**Q.** Before I use the table, what are these radii, and which is larger?

**A.** Each ⟨r⟩ is the mean distance of a 4f electron from the nucleus, in bohr, at Hartree-Fock level. There is no correlation, and where the 5d shell is open (Hg4+ to Hg10+) the numbers are averages over the configuration and belong to no level. The Dirac-Coulomb runs leave the Breit interaction out and also use a different nucleus, so the change compares two models.

Mean 4f radii of Hg and its ions from all-electron Hartree-Fock with the B-spline radial atomic code, version 1, at the basis-set limit. Non-relativistic (point nucleus) and four-component Dirac-Coulomb (Fermi nucleus) runs are both averaged over the nl configuration. The change is that of the (2j+1)-weighted Dirac mean relative to the non-relativistic radius.

| species | Z | charge (e) | electrons | configuration | <r>(4f), non-rel. (bohr) | <r>(4f5/2), Dirac (bohr) | <r>(4f7/2), Dirac (bohr) | <r>(4f), Dirac, (2j+1) mean (bohr) | change of <r> (%) |
| --- | --- | --- | --- | --- | --- | --- | --- | --- | --- |
| Hg | 80 | 0 | 80 | [Xe] 4f14 5d10 6s2 | 0.4692 | 0.4767 | 0.4832 | 0.4804 | 2.39 |
| Hg2+ | 80 | 2 | 78 | [Xe] 4f14 5d10 | 0.4692 | 0.4768 | 0.4832 | 0.4805 | 2.40 |
| Hg4+ | 80 | 4 | 76 | [Xe] 4f14 5d8 | 0.4686 | 0.4760 | 0.4824 | 0.4797 | 2.37 |
| Hg6+ | 80 | 6 | 74 | [Xe] 4f14 5d6 | 0.4674 | 0.4747 | 0.4810 | 0.4783 | 2.33 |
| Hg8+ | 80 | 8 | 72 | [Xe] 4f14 5d4 | 0.4659 | 0.4729 | 0.4791 | 0.4765 | 2.27 |
| Hg10+ | 80 | 10 | 70 | [Xe] 4f14 5d2 | 0.4639 | 0.4706 | 0.4768 | 0.4741 | 2.21 |
| Hg12+ | 80 | 12 | 68 | [Xe] 4f14 | 0.4616 | 0.4680 | 0.4740 | 0.4714 | 2.14 |

The Dirac equation splits 4f into j = 5/2 (six electrons) and j = 7/2 (eight). The (2j+1) mean weights them so, and the change of ⟨r⟩ is that mean relative to the non-relativistic radius. In every row both Dirac radii exceed the non-relativistic one, and 4f7/2 exceeds 4f5/2. For Hg2+, 0.4692 becomes 0.4768 and 0.4832 bohr, a mean change of 2.40 %. For Hg12+ it is 2.14 %. The output printed after this exchange gives the derived numbers used below.

**Q.** A fast electron is heavier and should sit closer in. Why does 4f not contract?

**A.** On its own it would. Let one 4f electron orbit a point charge Zeff, chosen to reproduce the non-relativistic radius. A hydrogenic 4f has ⟨r⟩ = 18/Z, so for Hg2+ Zeff = 18/0.4692 = 38.4 and (Zeff α)² = 0.078, with α the fine-structure constant. The Dirac 4f7/2 orbital has ⟨r⟩ = (4γ + 2)/Z with γ = √(16 − (Zα)²) ≈ 4 − 0.078/8. The numerator drops from 18 by 4 × 0.078/8 = 0.039, and 0.039/18 is a contraction of 0.22 %. The general formula gives −0.48 % for 4f5/2 and −0.33 % for the mean. Nothing is fitted to the Dirac columns here. Keep the sign of these numbers and distrust their size, for a reason that appears with the j gap below.

The table has +2.98 %, +1.62 % and +2.40 %, so the sign is wrong for both j. Raising Z to the bare 80 only deepens the contraction, to −1.45 % in the mean. Something that a one-electron picture lacks must outweigh this direct effect. The table gives only the sum; expressed crudely as added screening, the remainder is of the order of one electron charge.

**Q.** What supplies that screening?

**A.** Mainly the s and p shells, by an argument that the table itself does not test. They reach the nucleus, feel relativity strongly and contract. More of their charge then lies inside the 4f orbital, which its centrifugal barrier keeps out of the inner region, so 4f sees a weaker pull.

Further output of the same calculation shows the contraction, though only across two ions, Dirac Hg2+ against non-relativistic Hg10+: 2s −13.1 %, 3s −10.3 %, 4s −9.0 %, 4p −4.4 %. The mismatch matters for 4f itself: the same comparison gives +3.6 % where the same-ion value is 2.40 %, a bias of 1.2 points. It matters far less for the shells up to 4d, whose non-relativistic radii differ by less than a fifth of a percent between Hg6+ and Hg10+ (further output). So 3d (−1.1 %) contracts slightly, and so does the j mean of 4d (−0.4 %, though 4d5/2 alone is slightly larger), whose contraction is if anything understated because the higher ion is the more compact; 4d also lies in the 4f region. I would argue that 4s and 4p, near 0.44 bohr, count most: they share the 4f region, whereas 2s at 0.08 bohr lies inside 4f at either level and screens almost fully already. The 5s shell contracts too, and its inner part reaches the 4f region: its Dirac radius in Hg2+ lies below even the non-relativistic one of the more compact Hg10+ (further output). The numbers show that these shells contract; they do not apportion the expansion among them.

**Q.** Why is 4f7/2 the larger, and is the gap what spin-orbit coupling predicts?

**A.** The spin-orbit energy ζ⟨l·s⟩, with ζ the coupling constant, is strongest at small r. With ⟨l·s⟩ = +3/2 it pushes 4f7/2 out, and with −2 it draws 4f5/2 in. Since 6(−2) + 8(3/2) = 0, it cancels at first order in the mean. In energy this works: 7ζ/2 is 0.164 hartree for Hg10+, against a Dirac orbital-energy gap of 0.161 for Hg2+ (both further output).

For the radius, compress the orbital by a factor s. In a Coulomb field E = Ts² − Vs, with kinetic energy T and attraction V, so the curvature is 2T. A term As³, scaling as r⁻³, shifts s by −3A/(2T), and the relative gap in radius is 3(7ζ/2)/(2T). On a hydrogenic ion this gives 0.25 % against the exact 0.27 %. For Hg10+ take the hydrogenic relation T = 7⟨r⁻²⟩ ≈ 58 hartree: 3 × 0.164/(2 × 58) = 0.42 %. The table has 1.31 % of the mean radius, three times more. Two reasons can be argued, and the first should carry most of it. A screened well is softer than a Coulomb one. And ζ corresponds to a charge of 52.8 where the radius implies 38.8, which suggests a term that rises inward faster than r⁻³; but the shift of s is proportional to that power, which would have to be near 9 to close the gap alone. The failure also warns that −0.33 % for the direct effect gives the sign only: a softer well and a larger inner charge both deepen the direct contraction, probably several times over, so the indirect expansion that outweighs it is larger too. The one electron charge of added screening, converted with the same Coulomb stiffness, is an order of magnitude and no more.

**Q.** Removing two 6s electrons does nothing, while removing 5d electrons shrinks 4f. Why?

**A.** A spherical charge wholly outside 4f adds a constant to the potential and exerts no force, so only the part that overlaps 4f counts. From Hg to Hg2+ the non-relativistic radius stays 0.4692 bohr, and the change moves by one printed unit, from 2.39 to 2.40 %. The Dirac 4f5/2 does swell very slightly: further output gives 0.4767799 bohr for Hg2+, while the printed 0.4767 for Hg cannot exceed 0.47675. A likely cause, not tested here, is that 5d draws in when 6s leaves (the non-relativistic F0(5d,5d) rises from 17.22681 to 17.5035 eV) and screens 4f a little more. The 5d pairs then cost 6, 12, 15, 20 and 23 units of 10⁻⁴ bohr. Each 5d electron removed raises Zeff = 18/⟨r⟩ by 0.025 at first and 0.097 at the end, against a rounding floor of 0.004. These are not amounts of 5d charge inside 4f: the conversion assumes a Coulomb well, and a softer well would turn a smaller charge into the same shift. The growth is plausible because 5d tightens with charge and overlaps 4f more; at low charge the contraction of the remaining outer shells may also refill part of the loss. Further output does show smaller non-relativistic 5s, 5p and 5d radii in Hg10+ than in Hg6+; that this makes the steps grow is argued, not tested.

**Q.** Hg12+ is more compact, so relativity should matter more. Why does the expansion fall?

**A.** Scaling with (Zeff α)² says just that: from Hg2+, Zeff rises by 0.63 and the change should grow by 3.3 % of itself, to 2.48 %. It falls at each step instead, by 10.8 % of itself in all. The Dirac radius shrinks 1.20 times as much as the non-relativistic one, where a fixed rescaling gives 1.024.

Three straight lines were fitted to all seven rows. Against charge the rms residual is 0.025 points (worst Hg, −0.043); against the number of 5d electrons 0.015, with a systematic arch; against the non-relativistic radius 0.005 (worst Hg8+, −0.010), an rms equal to the rounding of the printed change, with the worst residual twice that. With slope 33.8 points per bohr, the 0.0076 bohr between Hg2+ and Hg12+ gives 0.26 points, as observed, but both rows are in the fit. The line says that the fading keeps step with the shrinkage. It names no cause.

One guess is that the larger Dirac 4f overlaps 5d more and so gains more from its removal. Another is that 4f stiffens in the higher ions; the j gap narrows by 4.4 % of itself in the table, and the narrowing is real, since the unrounded Hg2+ radii (further output) give 1.34 % where rounding allows Hg12+ at most 1.29 %. It narrows although ζ grows with charge (10175.03 cm⁻¹ in Hg6+, 10286.89 in Hg10+), which is what a stiffer well does, and a stiffer well damps the direct and the indirect effect alike. A third is that 5s and 5p contract less into the 4f region. The second guess has support; the table cannot say how much the other two add.

**Q.** Which digits can I trust, and what carries over to other cases?

**A.** Each radius carries a rounding error of up to 0.00005 bohr, so a percentage rebuilt from two of them is uncertain by 0.02 points: Hg12+ recomputes as 2.12 against the printed 2.14. The fall of 0.26 points is safe, and the j gaps of 1.30 and 1.31 % for Hg8+ and Hg10+ cannot be told apart. These are digits of the model, not of the real ion. The finite nucleus can hardly act on 4f directly, since the centrifugal barrier keeps 4f away from it; any influence comes through s and p1/2 shells.

An odd-charged ion within the 5d sequence should fall between its neighbours. The line should not be carried past Hg12+, because the next electrons should leave 5p, a different shell that lies somewhat closer in than 5d and is itself one of the s and p shells invoked above. In a lighter element the s and p contraction weakens roughly as (Zα)², but a less deeply buried 4f is softer and responds more, so that factor alone will not give its expansion.

Numerical output:

```
rounding floor: radius 0.00005 bohr; % from two radii 0.021; printed change 0.005
ion    n5d Zeff=18/r d5/2% d7/2% mean% recomputed% jgap(bohr) jgap% direct%
Hg     10  38.36  1.60  2.98  2.39  2.39 0.0065  1.35  -0.33
Hg2+   10  38.36  1.62  2.98  2.40  2.41 0.0064  1.33  -0.33
Hg4+    8  38.41  1.58  2.94  2.37  2.37 0.0064  1.33  -0.33
Hg6+    6  38.51  1.56  2.91  2.33  2.33 0.0063  1.32  -0.33
Hg8+    4  38.63  1.50  2.83  2.27  2.28 0.0062  1.30  -0.34
Hg10+   2  38.80  1.44  2.78  2.21  2.20 0.0062  1.31  -0.34
Hg12+   0  38.99  1.39  2.69  2.14  2.12 0.0060  1.27  -0.34
hydrogenic Zeff(Hg2+)=38.4, (Za)^2=0.078: 5/2 -0.48, 7/2 -0.22, mean -0.33, gap 0.27 %
hydrogenic bare Z=80.0, (Za)^2=0.341: 5/2 -2.11, 7/2 -0.95, mean -1.45, gap 1.16 %
crude: total-direct, Hg2+ 2.7 %, as extra screening ~1.0 e
steps r_nr  (1e-4 bohr): [  0  -6 -12 -15 -20 -23]
steps r_avg (1e-4 bohr): [  1  -8 -14 -18 -24 -27]
steps change (% points): [ 0.01 -0.03 -0.04 -0.06 -0.06 -0.07]
dZeff per removed electron: [0.    0.025 0.049 0.062 0.083 0.097] floor 0.004
Hg2+ to Hg12+: r_nr -1.62 %, r_avg -1.89 %, Zeff +0.63
shrink Dirac/non-rel 1.20; fixed rescaling would give 1.024
relative change of expansion -10.8 %; (Zeff a)^2 predicts +3.3 % (2.48 vs 2.14)
relative change of j gap% -4.4 % (floor +-3.1 %)
line in charge (per e): slope -0.02196, rms 0.025, worst Hg -0.043 % points
   residuals: [-0.043  0.011  0.025  0.029  0.013 -0.004 -0.03 ]
line in n5d (per e): slope 0.02497, rms 0.015, worst Hg6+ +0.021 % points
   residuals: [-0.018 -0.008  0.011  0.021  0.011  0.001 -0.019]
line in r_nr (per bohr): slope 33.83, rms 0.005, worst Hg8+ -0.010 % points
   residuals: [-0.001  0.009 -0.001 -0.    -0.01  -0.002  0.006]
further output, Dirac Hg2+ vs non-rel. Hg10+ (different ions), % change of <r>:
   2s -13.1, 2p -6.8, 3s -10.3, 3p -5.3, 3d -1.1, 4s -9.0, 4p -4.4, 4d -0.4, 4f +3.6
   ion bias seen on 4f: +1.2 % points over same-ion 2.40
7/2 zeta (Hg10+) 0.164 hartree vs Dirac 4f energy gap (Hg2+) 0.161 hartree
spin-orbit charge zeta/(a^2/2 <r^-3>) = 52.8 vs Zeff 38.8
scaling model, hydrogenic check: gap 0.25 % vs Dirac formula 0.27 %
scaling model, Hg10+: T~58 hartree, gap 0.42 % vs table 1.31 %, ratio 3.1
```
